What does a molecule pay when it gives up a double bond to close a small ring? One π bond is lost and one σ bond is gained, which lowers the energy, while the strained angles raise it. The result is a balance of two opposing terms, so a functional that misjudges either of them shows it plainly. The isomers below put three functionals to this question, with open-chain isomers for comparison.

Electronic energies of gas-phase singlet molecules relative to the isomer under "against", the lowest of its formula and spin at PBE0-D4 among those computed; bond changes are counted from the same isomer. Ansatz 0.2.0, restricted Kohn–Sham single points in the def2-TZVPP basis at PBE0-D4/def2-TZVP geometries.

```tsv
isomer (SMILES)	against	formula	bonds gained (+) and lost (-)	PBE-D4 (kJ/mol)	B3LYP-D4 (kJ/mol)	wB97X-V (kJ/mol)
[SiH3]C=C[SiH2]Cl	C=C[SiH2][SiH2]Cl	C2H7ClSi2	-1 H-C +1 Si-C +1 Si-H -1 Si-Si	14.6	5.3	6.4
ClC1C[SiH2][SiH2]1	C=C[SiH2][SiH2]Cl	C2H7ClSi2	+1 C-C +1 C-Cl -1 C=C +1 Si-C -1 Si-Cl	104.7	130.5	109.8
CC(F)=[CH][GeH3]	C[CH](C)[Ge][F]	C3H7FGe	-1 C-C +1 C-F +1 C=C -1 Ge-F +3 Ge-H -3 H-C	137.0	142.1	131.3
C[C]1(F)[CH2][GeH2]1	C[CH](C)[Ge][F]	C3H7FGe	+1 C-F +1 Ge-C -1 Ge-F +2 Ge-H -2 H-C	203.7	227.9	207.4
FC1=CCC1	C=CC=CF	C4H5F	+2 C-C -1 C=C	27.9	48.5	18.6
CC#CCF	C=CC=CF	C4H5F	+1 C#C +1 C-C -2 C=C	67.7	64.4	56.0
C#CCCF	C=CC=CF	C4H5F	+1 C#C +1 C-C -2 C=C	85.8	79.1	66.1
```

The order of the isomers gives no warning. Within each formula all three levels rank the molecules alike, with the isomer named in the second column lowest. The trouble is in the gaps. Fluorocyclobutene, FC1=CCC1, lies 27.9 kJ/mol above its open-chain diene with PBE-D4 and 18.6 with wB97X-V, but 48.5 with B3LYP-D4.

The same thing happens in every ring of the table. In the three ring rows B3LYP-D4 lies at least 20 kJ/mol above both other functionals, whereas in the four open-chain rows it is never more than 13 kJ/mol above either. The silicon alkene keeps its C=C bond, and the alkynes exchange two double bonds for one triple bond, so these chains keep their number of π bonds. They serve as controls: where no π bond becomes a σ bond, B3LYP-D4 does not stand apart.

The germanium rows need one correction before they can be read this way. They are counted from a germylene, in which germanium forms two bonds and keeps a lone pair, while both isomers listed contain germanium with four bonds. Comparing the ring with the alkene of the same formula cancels the germylene. The ring then lies 66.7 kJ/mol above the alkene with PBE-D4, 76.1 with wB97X-V and 85.8 with B3LYP-D4. B3LYP-D4 is still the highest, but its excess over wB97X-V has fallen by about half; the other half belongs to the step from the germylene to the alkene, in which germanium changes its valence, fluorine moves to carbon and a C=C bond forms.

Standing alone does not prove a functional wrong. The table holds no reference value, but the deviation of B3LYP has the sign of a well-known weakness, which makes it the likely one at fault: it underrates the energy gained when π bonds turn into σ bonds. The reason lies in how the electron pairs are arranged. A π bond shares its two atoms with the σ bond beneath it, whereas a new σ bond ties together two atoms that were not bonded before. Each of these atoms then carries more σ bonds, and more pairs of electrons sit side by side in neighbouring bonds.

Electrons in neighbouring bonds avoid each other, and this correlated motion lowers the energy. The distances are too long for a correlation functional that sees only the local density and its gradient, and too short for a dispersion correction to act at full strength. This cannot be the full explanation, because the correlation part of PBE has the same limit, yet PBE-D4 stays within 10 kJ/mol of wB97X-V in the ring rows. A likely further source is the exchange part of B3LYP, which is too repulsive where densities overlap weakly, as they do between neighbouring bonds. The molecule with more σ bonds then comes out too high. Ring closure and the exchange of π for σ occur together in these molecules, so this assignment rests on theory and not on a separation within the numbers.

A neighbouring series supports the argument. Branched and linear alkanes contain no π bonds and no rings, yet B3LYP is known to place the branched isomers too high. Branching also brings more σ bonds close to one another. For a new pair of isomers, the useful question is therefore which one has more σ bonds packed around its atoms: that is the one B3LYP is likely to put too high.

The dispersion correction is an obvious suspect, and it can be tested. With D4 removed from both functionals, B3LYP still lies 21 to 29 kJ/mol above PBE in the ring rows. In the open-chain rows it lies between 8 below and 3 above. The gap between the two groups therefore belongs to the functionals themselves.

The simplest model gives each ring closure at the cost of one π bond the same B3LYP excess over PBE-D4, whatever the atoms. Fluorocyclobutene sets its size: $48.5-27.9=20.6$ kJ/mol. For the silicon ring ClC1C[SiH2][SiH2]1 this predicts a B3LYP-D4 energy of $104.7+20.6=125.3$ kJ/mol, against a computed 130.5. This is not a clean test of the model, because chlorine also moves from silicon to carbon on the way to this ring, and no row shows how much of the excess comes from that shift.

The model does well for the germanium ring above its alkene, where it misses by less than 2 kJ/mol. It does worst for the silicon ring above the open-chain alkene [SiH3]C=C[SiH2]Cl, where the actual excess is 35.1 kJ/mol. That pair also differs in its Si–Si, Si–H, Si–Cl and C–Cl bonds, on which the functionals need not agree. Measured from wB97X-V, the excess varies from 10 to 30 kJ/mol over all pairs of ring and chain, so only its sign and rough size carry over. The printed output after this text lists every pair.

PBE-D4 seems to have a weaker fault of its own, in the alkynes. It places CC#CCF and C#CCCF higher above the diene than wB97X-V does, by 11.7 and 19.7 kJ/mol. The diene is conjugated, and semilocal functionals tend to favour electrons that are spread over several bonds; this delocalization error probably makes the diene too stable. It cannot be the whole story, because the energy difference between the two alkynes does not involve the diene, and there the two functionals still disagree by 8 kJ/mol.

The two faults leave different marks. A functional that favours the conjugated reference lifts every isomer that has lost the conjugation, ring or chain. A functional that underrates σ bonds lifts the rings and leaves the chains nearly in place. Changing the reference tells them apart: measured from the alkyne CC#CCF instead of the diene, fluorocyclobutene is still 21.5 kJ/mol less favourable with B3LYP-D4 than with wB97X-V.

Silicon and germanium hydrides and chlorides are precursors for semiconductor films, and their decomposition in the gas phase can pass through germylenes and small rings. Where a ring competes with an isomer that keeps its double bond, a survey with B3LYP would tend to make the ring look scarcer than it is. Differences of 20 kJ/mol matter for equilibrium amounts, although the energies here still need zero-point and thermal terms before they can be turned into amounts, and they say nothing about rates.

Printed output of the fit:

```
Differences between levels in kJ/mol:
                   row  B3LYP-D4 less PBE-D4  B3LYP-D4 less wB97X-V  PBE-D4 less wB97X-V
     [SiH3]C=C[SiH2]Cl                  -9.3                   -1.1                  8.2
    ClC1C[SiH2][SiH2]1                  25.8                   20.7                 -5.1
      CC(F)=[CH][GeH3]                   5.1                   10.8                  5.7
  C[C]1(F)[CH2][GeH2]1                  24.2                   20.5                 -3.7
              FC1=CCC1                  20.6                   29.9                  9.3
                CC#CCF                  -3.3                    8.4                 11.7
                C#CCCF                  -6.7                     13                 19.7
Part of D4 in kJ/mol:
                   row  D4 part in B3LYP-D4  D4 part in PBE-D4  B3LYP less PBE without D4
     [SiH3]C=C[SiH2]Cl               -4.524             -2.742                     -7.518
    ClC1C[SiH2][SiH2]1                -8.25             -4.811                      29.24
      CC(F)=[CH][GeH3]                5.605               3.35                      2.845
  C[C]1(F)[CH2][GeH2]1                3.404              2.073                      22.87
              FC1=CCC1               -1.381            -0.7941                      21.19
                CC#CCF                3.509              2.161                     -4.648
                C#CCCF                1.084             0.6387                     -7.146
Ring above this open-chain isomer (ring rows above the molecule named beside) in kJ/mol:
                   row  PBE-D4  B3LYP-D4  wB97X-V  B3LYP less PBE  B3LYP less wB97X-V
     [SiH3]C=C[SiH2]Cl    90.1     125.2    103.4            35.1                21.8
    ClC1C[SiH2][SiH2]1   104.7     130.5    109.8            25.8                20.7
      CC(F)=[CH][GeH3]    66.7      85.8     76.1            19.1                 9.7
  C[C]1(F)[CH2][GeH2]1   203.7     227.9    207.4            24.2                20.5
              FC1=CCC1    27.9      48.5     18.6            20.6                29.9
                CC#CCF   -39.8     -15.9    -37.4            23.9                21.5
                C#CCCF   -57.9     -30.6    -47.5            27.3                16.9
Fluorocyclobutene energy, B3LYP-D4 over PBE-D4 (ratio): 1.738
Fluorocyclobutene energy, B3LYP-D4 over wB97X-V (ratio): 2.608
Terminal less internal alkyne, PBE-D4 (kJ/mol): 18.1
Terminal less internal alkyne, B3LYP-D4 (kJ/mol): 14.7
Terminal less internal alkyne, wB97X-V (kJ/mol): 10.1
PBE-D4 less wB97X-V left when the diene cancels (kJ/mol): 8
```
